When a fast method ranks isomers, which energy gaps can be believed, and what in the molecules makes a gap go wrong? Isomers hold the same atoms, so only the way these are joined and placed can tell them apart. A cheap method need not describe every bond well for that purpose. It needs errors that are nearly equal on both sides of the comparison.

Electronic energy differences (second isomer less first) between isolated, neutral singlet C4H2FN3 isomers, computed with Ansatz 0.2.0 (HF/STO-3G and r2SCAN-D4/def2-SVP) and xtb 6.7.1 (GFN2-xTB). All three levels use shapes relaxed with GFN2-xTB. Links list the pairs of bonded atoms by number.

```tsv
system	first isomer	second isomer	at hf sto 3g (kcal/mol)	at gfn2 xtb (kcal/mol)	at functional level (kcal/mol)
C4H2FN3 #7f4	CH(1) C(2) C(3) C(4) F(5) N(6) NH(7) N(8); links 1-2, 2-3, 4-5, 3-6, 4-7, 6-7, 3-8, 4-8	C(1) C(2) CH(3) C(4) F(5) N(6) NH(7) N(8); links 1-2, 2-3, 4-5, 1-6, 3-7, 4-7, 2-8, 4-8	-48.53	-25.410	-42.50
C4H2FN3 #89f	C(1) C(2) CH(3) C(4) F(5) N(6) N(7) NH(8); links 1-2, 2-3, 2-4, 4-5, 1-6, 3-7, 4-8, 7-8	C(1) C(2) CH(3) C(4) F(5) N(6) NH(7) N(8); links 1-2, 2-3, 4-5, 1-6, 3-7, 4-7, 2-8, 4-8	-8.61	-13.870	-14.85
C4H2FN3 #0ba	C(1) C(2) CH(3) C(4) F(5) N(6) N(7) NH(8); links 1-2, 2-3, 2-4, 4-5, 1-6, 3-7, 4-8, 7-8	C(1) C(2) CH(3) C(4) F(5) N(6) N(7) NH(8); links 1-2, 3-4, 4-5, 1-6, 2-7, 3-7, 2-8, 4-8	-4.09	-10.560	-8.18
C4H2FN3 #925	C(1) C(2) CH(3) C(4) F(5) N(6) N(7) NH(8); links 1-2, 2-3, 2-4, 4-5, 1-6, 3-7, 4-8, 7-8	C(1) C(2) CH(3) C(4) F(5) N(6) NH(7) N(8); links 1-2, 2-3, 3-4, 4-5, 1-6, 4-7, 2-8, 7-8	1.98	0.760	1.40
C4H2FN3 #2b2	C(1) C(2) CH(3) C(4) F(5) N(6) NH(7) N(8); links 1-2, 2-3, 4-5, 1-6, 3-7, 4-7, 2-8, 4-8	C(1) C(2) CH(3) C(4) F(5) N(6) N(7) NH(8); links 1-2, 3-4, 4-5, 1-6, 2-7, 3-7, 2-8, 4-8	4.52	3.310	6.67
C4H2FN3 #261	C(1) C(2) CH(3) C(4) F(5) N(6) N(7) NH(8); links 1-2, 3-4, 4-5, 1-6, 2-7, 3-7, 2-8, 4-8	C(1) C(2) CH(3) C(4) F(5) N(6) NH(7) N(8); links 1-2, 2-3, 3-4, 4-5, 1-6, 4-7, 2-8, 7-8	6.07	11.330	9.58
C4H2FN3 #2d3	C(1) C(2) CH(3) C(4) F(5) N(6) NH(7) N(8); links 1-2, 2-3, 4-5, 1-6, 3-7, 4-7, 2-8, 4-8	C(1) C(2) CH(3) C(4) F(5) N(6) NH(7) N(8); links 1-2, 2-3, 3-4, 4-5, 1-6, 4-7, 2-8, 7-8	10.59	14.630	16.25
C4H2FN3 #b96	C(1) C(2) CH(3) C(4) F(5) N(6) N(7) NH(8); links 1-2, 3-4, 4-5, 1-6, 2-7, 3-7, 2-8, 4-8	CH(1) C(2) C(3) C(4) F(5) N(6) NH(7) N(8); links 1-2, 2-3, 4-5, 3-6, 4-7, 6-7, 3-8, 4-8	44.01	22.100	35.83
```

Each energy is that of the second isomer less that of the first, so a negative value means that the second is more stable. GFN2-xTB is a fast tight-binding method, and HF/STO-3G is Hartree–Fock theory in a minimal basis. The r2SCAN functional serves as the yardstick. It is a better level than the other two but not an exact one, and a miss below means a distance from it.

The simplest smooth model has nothing to fit: the cheap gap should equal the functional's gap. The printed output after this text applies it to all eight rows. In six of them GFN2-xTB stays within 3.4 kcal/mol of the functional. In #7f4 and #b96 it makes the gap too small by 17.1 and 13.7 kcal/mol, and these are the rows that break the pattern.

**Two broken rows, one molecule**

Row #7f4 compares an ethynyl-fluoro-triazole, which carries a C≡C–H group on a ring with three nitrogen atoms, with 2-fluoroimidazole-4-carbonitrile, which carries a C≡N group on a ring with two. The functional puts the triazole 42.5 kcal/mol higher, and GFN2-xTB only 25.4. Row #b96 holds the same triazole beside another imidazole nitrile. No other row contains it.

The two breaks are therefore not two pieces of evidence. Energy differences add up around a closed loop, and #2b2 links the two imidazoles. GFN2-xTB makes the gap too small by 13.73 kcal/mol in #b96 and by 3.36 in #2b2, and 13.73 + 3.36 = 17.09 is the shortfall in #7f4. This sum has to come out and tests no cause, but it shows where to look: one molecule, the triazole, is placed too low relative to the nitriles.

**Why the gap is large**

The direction of the gap in #7f4 can be expected from ordinary bond chemistry. Draw both molecules with fixed single and double bonds and strike out what they share. The triazole is left with a C≡C, a C=N and an N–N bond, the imidazole with a C≡N, a C=C and a C–N bond.

Two of these differences favour the imidazole. An N–N single bond is as a rule weaker than a C–N bond. Repulsion between lone pairs is the usual reason, though it is softened in these rings, where the N–H nitrogen shares its pair with the ring. Bonds between carbon and nitrogen gain from the unequal pull of the two atoms on the shared electrons, and the triple bond of a nitrile is especially strong. The molecule that keeps its nitrogen atoms apart and holds one of them in a C≡N group should lie lower, and at all three levels it does.

**Why the cheap gap is wrong**

GFN2-xTB describes each element with a small set of parameters that must serve for single, double and triple bonds alike. Such a compromise leaves an error that depends on the type of bond. If both isomers hold the same types, most of this error drops out of the difference. If they don't, it stays.

Row #89f shows the favourable case. It compares a pyrazole nitrile, whose two ring nitrogen atoms are neighbours, with the imidazole nitrile of #7f4. Striking out shared bonds now leaves a C–C and an N–N bond on one side and two C–N bonds on the other. The functional gives a gap of 14.9 kcal/mol and GFN2-xTB 13.9, so the cheap method misses by only 1 kcal/mol although an N–N bond has disappeared.

The same exchange of single bonds occurs in #0ba, #261 and #2d3, and there too GFN2-xTB stays within 2.4 kcal/mol. This speaks against the N–N bond as the main source of the break, although an opposite error in the C–C bond could hide its effect. What sets the triazole apart is its multiple bonds. All four nitriles contain one C≡N, one C=C and one C=N bond, whereas the triazole has one C≡C and two C=N bonds.

In these rows the large break thus appears only where the set of multiple bonds changes, and errors that differ from one bond type to another are the likely reason. The rows don't show which change does the damage. The switch from C≡N to C≡C and the entry of a third nitrogen atom into the ring always come together here. To blame the alkyne alone would be a guess.

**Where bond counting stops**

Row #2b2 marks the limit of this picture. Its two imidazoles have identical lists of bonds and differ only in where the fluorine atom and the nitrile group sit. Bond counting predicts no gap, yet the functional finds 6.7 kcal/mol and GFN2-xTB 3.3. The position of the groups on the ring matters as well, and the cheap method catches only about half of its effect.

That loss of half the gap looks worse than the loss in #7f4, where GFN2-xTB keeps 60 percent. In energy it is five times smaller. For ranking isomers the energy is what counts, because a miss can reverse the order of two candidates only when it exceeds the gap between them. A percentage says little when the gap itself is small.

**What the break does to a ranking**

Here the order survives. All three levels agree on the sign in every row. No row compares the triazole with a pyrazole, but adding up the gaps fills this in, and the order of the five molecules is the same at each level. The functional puts the triazole 26.3 kcal/mol above the next lower isomer, while GFN2-xTB leaves only 10.8. The break uses up more than half of the margin, and the triazole stays last because that margin was wide.

The two pyrazoles of #925 are the opposite case. Their gap is 1.4 kcal/mol with the functional and 0.8 with GFN2-xTB, and both methods name the same winner. A gap this small lies within the likely error of the functional and its modest basis, and zero-point vibration is not included. The agreement in sign doesn't settle which pyrazole is more stable.

The yardstick passes one limited test. Relaxing the shapes with another functional, B3LYP, in the same basis gives gaps within 0.3 kcal/mol of the tabulated ones in #89f, #0ba and #2b2. This suggests that the shapes taken from GFN2-xTB do little harm among the three nitriles in these rows. It says nothing about the error of the modest basis, which both functionals share. For the triazole neither the shape nor the choice of functional has been tested, so the size of its break is known only roughly.

**A second cheap opinion**

HF/STO-3G has faults of a different kind, which makes it useful as a cross-check. It makes the gap too large in both triazole rows, by 6.0 and 8.2 kcal/mol. In the four rows that compare a pyrazole with an imidazole it makes the gap too small, by 3.5 to 6.2. Its weak spot thus includes the exchange of single bonds that GFN2-xTB handles well.

Because the two methods err in opposite directions for the triazole, their disagreement exposes it. In #7f4 their gaps differ by 48.5 − 25.4 = 23.1 kcal/mol. Among the six nitrile rows the largest such difference is 10.6 − 4.1 = 6.5, in #0ba. Agreement is weaker evidence: in #2b2 the two methods lie close together, and both fall short of the functional.

**What to do**

Before trusting a GFN2-xTB gap, write down the multiple bonds of both isomers. If the lists match, allow for an error of at least 3 to 4 kcal/mol and treat smaller gaps as ties. That figure comes from four closely related nitriles, and isomers that differ in ring strain or conjugation may do worse. If the lists differ, the error can exceed 10 kcal/mol, as it does for the triazole, so recompute the pair with a functional before discarding either isomer. This warning rests on a single molecule. It is a reason to check and neither a general error bar nor a correction to apply.

The analysis program printed:

```
Size of the cheap gap less size of the r2SCAN-D4 gap, kcal/mol:
           row  GFN2-xTB miss  HF/STO-3G miss  xTB gap over r2SCAN gap
  C4H2FN3 #7f4         -17.09            6.03                   0.5979
  C4H2FN3 #89f          -0.98           -6.24                    0.934
  C4H2FN3 #0ba           2.38           -4.09                    1.291
  C4H2FN3 #925          -0.64            0.58                   0.5429
  C4H2FN3 #2b2          -3.36           -2.15                   0.4963
  C4H2FN3 #261           1.75           -3.51                    1.183
  C4H2FN3 #2d3          -1.62           -5.66                   0.9003
  C4H2FN3 #b96         -13.73            8.18                   0.6168
Largest xTB miss in the six nitrile-nitrile rows, kcal/mol: 3.36
Smallest xTB miss in the two triazole rows, kcal/mol: 13.73
Largest xTB miss in the four pyrazole-imidazole rows, kcal/mol: 2.38
Largest HF miss in the six nitrile-nitrile rows, kcal/mol: 6.24
Largest HF miss in the two triazole rows, kcal/mol: 8.18
xTB miss of row b96 plus that of row 2b2, to compare with row 7f4, kcal/mol: -17.09
Triazole above the next lower isomer, r2SCAN-D4, kcal/mol: 26.25
Triazole above the next lower isomer, GFN2-xTB, kcal/mol: 10.78
Triazole above the next lower isomer, HF/STO-3G, kcal/mol: 37.94
Rows in which all three levels agree in sign: 8
Dispersion part of row 7f4 in r2SCAN-D4, kcal/mol: -0.03043
Dispersion part of row 7f4 in GFN2-xTB, kcal/mol: -0.1119
B3LYP relaxed gap of row 89f, kcal/mol: -14.57
B3LYP relaxed gap of row 0ba, kcal/mol: -8.138
B3LYP relaxed gap of row 2b2, kcal/mol: 6.432
```
